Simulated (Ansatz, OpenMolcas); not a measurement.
**A ladder of methods for CH7GaSi (SMILES [CH3][GaH][SiH3])**

CH7GaSi has 10 atoms, charge 0, and is taken as a singlet. As SMILES, `[CH3][GaH][SiH3]`. Geometry: relaxed at PBE0-D4/def2-TZVP.

Quantity: the vertical energy of the triplet above the singlet, in eV. The values are calculated.

| level | kind | program | value (eV) | less CCSD(T)/6-31G* |
| --- | --- | --- | --- | --- |
| BLYP/6-31G* (spherical functions) | GGA | Ansatz | 3.57 | -0.23 |
| revPBE/6-31G* (spherical functions) | GGA | Ansatz | 3.51 | -0.29 |
| BHLYP/6-31G* (spherical functions) | global hybrid | OpenMolcas | 3.95 | +0.15 |
| PBE0/6-31G* (spherical functions) | global hybrid | Ansatz | 3.71 | -0.09 |
| r2SCAN0/6-31G* (spherical functions) | hybrid meta-GGA | Ansatz | 3.66 | -0.14 |
| PBE-QIDH/6-31G* (spherical functions) | double hybrid | Ansatz | 3.89 | +0.09 |
| RPA@PBE0/6-31G* (spherical functions) | RPA | Ansatz | 3.74 | -0.06 |
| CCSD(T)/6-31G* (spherical functions) | coupled cluster or CI | Ansatz | 3.80 | 0.00 |

CCSD(T)/6-31G* (spherical functions) is the highest level here, not the true value. All-electron rows without a relativistic Hamiltonian named are non-relativistic. The values span 3.51 to 3.95 eV. In the correlated wave-function rows the outer d shell of Ga is correlated, in sets not made for it.

All the methods place the triplet well above the singlet at this geometry, as expected for trivalent gallium with its valence electrons paired in σ bonds. The lowest triplet probably promotes an electron from the Ga–Si σ bond, the weakest and most polarisable of the three heavy-atom and hydride linkages, into the formally empty Ga 4p orbital. The gap is therefore set by σ bonding against a low-lying p acceptor, not by a near-degeneracy of the two spin states.

The clearest trend is between BLYP and BHLYP, where adding exact exchange raises the gap from 3.57 to 3.95 eV and carries it across the coupled-cluster value, probably by stabilising the σ bonding level relative to the acceptor. PBE-QIDH breaks a simple ordering by exact exchange: it has a larger fraction than BHLYP but gives a smaller gap. As a vertical quantity, the gap fixes neither the relaxed triplet energy nor the Ga–Si bond strength, since the triplet could lower its energy by stretching that bond or pyramidalising at gallium.
